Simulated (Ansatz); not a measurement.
## A family of molecules: the atomisation energy (no zero-point term)

One atom is swapped for its congeners: C2H8Ge (ethylgermane) `C[CH2][GeH3]`; SiH2(CH3)(GeH3); GeH2(CH3)(GeH3). All are singlets with charge 0.

Shapes, held fixed at every level: PBE0-D4/def2-TZVP. Programs: Ansatz 0.2.0. Values in eV.

**Question.** How should the atomisation energy change along the series?

**Answer.** At CCSD(T)/def2-TZVPP the atomisation energy falls at every step, from 38.03 to 33.85 eV. Every level shows the same order. Relativity is left out for Ge unless named. Correlated rows may include outer-core shells of Ge, which these sets cover unevenly. Spin-orbit coupling, which grows down the group, is left out (summed over each molecule's free atoms 0.13, 0.14, 0.24 eV).

```
               level  C2H8Ge  SiH2(CH3)(GeH3)  GeH2(CH3)(GeH3)
         HF/def2-SVP   29.63            26.98            25.79
r2SCAN-D4/def2-TZVPP   38.64            35.40            34.25
 B3LYP-D4/def2-TZVPP   38.57            35.31            34.06
 BHLYP-D4/def2-TZVPP   37.98            34.94            33.68
        MP2/def2-SVP   36.79            33.08            32.07
  CCSD(T)/def2-TZVPP   38.03            34.79            33.85
```

Replacing the central carbon by silicon costs far more atomisation energy than going on from silicon to germanium, and this unevenness appears at every level. The swap changes four bonds at once: two to hydrogen, one to the methyl carbon and one to the germyl group. Carbon's compact 2p shell, with no p core beneath it, overlaps well at short distance, while the more diffuse valence p orbitals of silicon and germanium give longer and generally weaker bonds. The second step is small probably because the filled 3d shell of germanium screens the nucleus poorly, keeping its size close to that of silicon.

Hartree-Fock already gives the order, so the trend doesn't depend on correlation, although comparison with MP2 in the same basis shows that correlation adds substantially to the binding and enlarges the first step. Spin-orbit lowering of the free atoms would reinforce the order rather than reverse it. These totals do not identify the weakest bond or rank the molecules by kinetic stability.
